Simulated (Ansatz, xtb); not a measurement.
CH7GeN: which of two isomers lies lower

We compare a, `C[NH][GeH3]`, a singlet, with b, `[CH3][GeH2][NH2]`, a singlet. Both are isolated molecules in the gas phase, relaxed with PBE0-D3(BJ)/pcseg-1; the shapes shown needn't be the lowest conformers.

a (Å):

```json
{"atom": "C", "x (Å)": "-0.1005", "y (Å)": "-0.1034", "z (Å)": "0.4703"}
{"atom": "Ge", "x (Å)": "-2.3000", "y (Å)": "1.6797", "z (Å)": "0.1544"}
{"atom": "N", "x (Å)": "-0.6837", "y (Å)": "0.9260", "z (Å)": "-0.3674"}
{"atom": "H", "x (Å)": "0.7475", "y (Å)": "-0.5735", "z (Å)": "-0.0456"}
{"atom": "H", "x (Å)": "-0.8409", "y (Å)": "-0.8947", "z (Å)": "0.6460"}
{"atom": "H", "x (Å)": "0.2543", "y (Å)": "0.2416", "z (Å)": "1.4582"}
{"atom": "H", "x (Å)": "0.0014", "y (Å)": "1.6288", "z (Å)": "-0.6286"}
{"atom": "H", "x (Å)": "-3.3389", "y (Å)": "0.5481", "z (Å)": "0.1398"}
{"atom": "H", "x (Å)": "-2.2624", "y (Å)": "2.2954", "z (Å)": "1.5749"}
{"atom": "H", "x (Å)": "-2.6337", "y (Å)": "2.7678", "z (Å)": "-0.8747"}
```

b (Å):

```xyz
10

C    -1.0077   -0.4611   -0.4419
Ge   -0.7039    1.0076    0.8049
N    -2.0285    2.2800    0.4720
H    -0.8729   -0.1190   -1.4745
H    -0.3045   -1.2808   -0.2570
H    -2.0304   -0.8361   -0.3291
H     0.7396    1.5480    0.6395
H    -0.9045    0.5743    2.2675
H    -2.0369    3.0271    1.1627
H    -1.9285    2.7212   -0.4397
```

Quicker runs give these differences E(b) − E(a): GFN2-xTB −4.1 kJ/mol; HF/STO-3G −39.4 kJ/mol (at GFN2-xTB geometries); r2SCAN-D4/def2-SVP −62.8 kJ/mol (at GFN2-xTB geometries).

Question: Estimate E(b) − E(a) at the level CCSD(T)/def2-TZVP.

Answer: Calculated at CCSD(T)/def2-TZVP: E(b) − E(a) = −74.1 kJ/mol, so structure b lies lower.

Level by level:

```tsv
level	geometry	E(b) − E(a) (kJ/mol)	departure from the last row (kJ/mol)	job, with rough time for the two
GFN2-xTB	GFN2-xTB	−4.1	+70.0	optimisation, 0.12 s
HF/STO-3G	GFN2-xTB	−39.4	+34.7	single point, 0.32 s
r2SCAN-D4/def2-SVP	GFN2-xTB	−62.8	+11.3	single point, 3.8 s
PBE0-D3(BJ)/pcseg-1	PBE0-D3(BJ)/pcseg-1	−61.0	+13.2	optimisation, 33 s
HF/def2-TZVP	PBE0-D3(BJ)/pcseg-1	−65.9	+8.2	part of the CCSD(T) run
MP2/def2-TZVP	PBE0-D3(BJ)/pcseg-1	−79.0	−4.9	part of the CCSD(T) run
CCSD(T)/def2-TZVP	PBE0-D3(BJ)/pcseg-1	−74.1		single point, 89 s
```

As drawn, b has 1 C–Ge, 1 N–H in place of 1 C–N, 1 Ge–H.

The levels shown agree on the order. The largest departure from CCSD(T)/def2-TZVP is that of GFN2-xTB, 70.0 kJ/mol.

With harmonic frequencies from PBE0-D3(BJ)/pcseg-1 (ideal gas, rigid rotor, one conformer each, 298.15 K, 1 atm): on the last row, ΔE + ΔZPE = −72.5, ΔH = −71.4, ΔG = −73.3 kJ/mol.

The correlated steps freeze 11 core orbitals; the filled d shell of Ge is correlated, in a basis made for valence electrons. Codes used: Ansatz 0.2.0, xtb 6.7.1; the last row on 2 threads of Arm Neoverse V1 on a shared host.

The preference for b is mainly a matter of which partners hydrogen and carbon take. Both isomers keep the Ge–N bond, so the comparison amounts to exchanging a C–N and a Ge–H bond for a C–Ge and an N–H bond. Giving up C–N for the weaker C–Ge bond costs energy, but replacing Ge–H with the strong, polar N–H bond more than repays it. Germanium's diffuse valence orbitals and low electronegativity make its bond to hydrogen much weaker than nitrogen's.

Hartree–Fock in the larger basis already recovers most of the gap, so the preference does not originate in electron correlation, which only adds to it. The near-degeneracy in GFN2-xTB probably reflects an imbalance in its parametrised bond energies. Vibrational and thermal terms barely alter the difference, as expected for two isomers with similar frameworks, so b is also favoured in free energy. This ordering does not establish that a would rearrange readily, since that depends on the barrier to exchanging methyl and hydrogen between nitrogen and germanium.
